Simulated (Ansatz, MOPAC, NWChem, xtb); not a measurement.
# How methods differ on C2H2 (acetylene)

C2H2, singlet, SMILES `C#C`. Each level relaxes the structure for itself.

Each level gives the highest harmonic wavenumber at each level's own minimum (cm⁻¹). The values are calculated.

| level | kind | program | value (cm⁻¹) |
| --- | --- | --- | --- |
| GFN2-xTB | semi-empirical | xtb | 3428 |
| MNDOD | semi-empirical | MOPAC | 3700 |
| PM3 | semi-empirical | MOPAC | 3394 |
| PM6-ORG | semi-empirical | MOPAC | 3144 |
| r2SCAN/def2-TZVP | meta-GGA | Ansatz | 3522 |
| PBE0/def2-TZVP | global hybrid | NWChem | 3528 |
| PBE0-D4/def2-TZVP | global hybrid | Ansatz | 3528 |
| B3LYP-D4/def2-TZVP | global hybrid | Ansatz | ? |
| wB97X-V/def2-TZVP | range-separated hybrid | Ansatz | 3523 |
| CCSD(T)/def2-TZVP | coupled cluster or CI | Ansatz | 3495 |

Estimate what the levels marked ? give.

As computed at these levels: B3LYP-D4/def2-TZVP: 3516 cm⁻¹. CCSD(T)/def2-TZVP is the highest level here, not the true value. Harmonic and unscaled. The values span 3144 to 3700 cm⁻¹.

The highest mode of acetylene is the in-phase C–H stretch. It lies high because the sp carbon puts much s character into a short, stiff C–H bond, and because coupling to the C≡C stretch raises it above its out-of-phase partner. The density functionals agree closely on this curvature, from 3516 to 3528 cm⁻¹, and all lie slightly above the coupled-cluster value of 3495 cm⁻¹. Exact exchange is not what separates them, since r2SCAN falls within the range of the hybrids. PBE0 gives the same value with and without D4, as expected for a stiff local stretch, over which the dispersion energy hardly changes.

The semi-empirical levels share no common bias: MNDOD makes the bond too stiff relative to coupled cluster, while the other three make it too soft, most of all PM6-ORG. This probably reflects parameters that constrain energies and geometries better than the curvature of the C–H potential. Good agreement for this stretch does not carry over to the soft π-system bends, which test a different part of the potential.
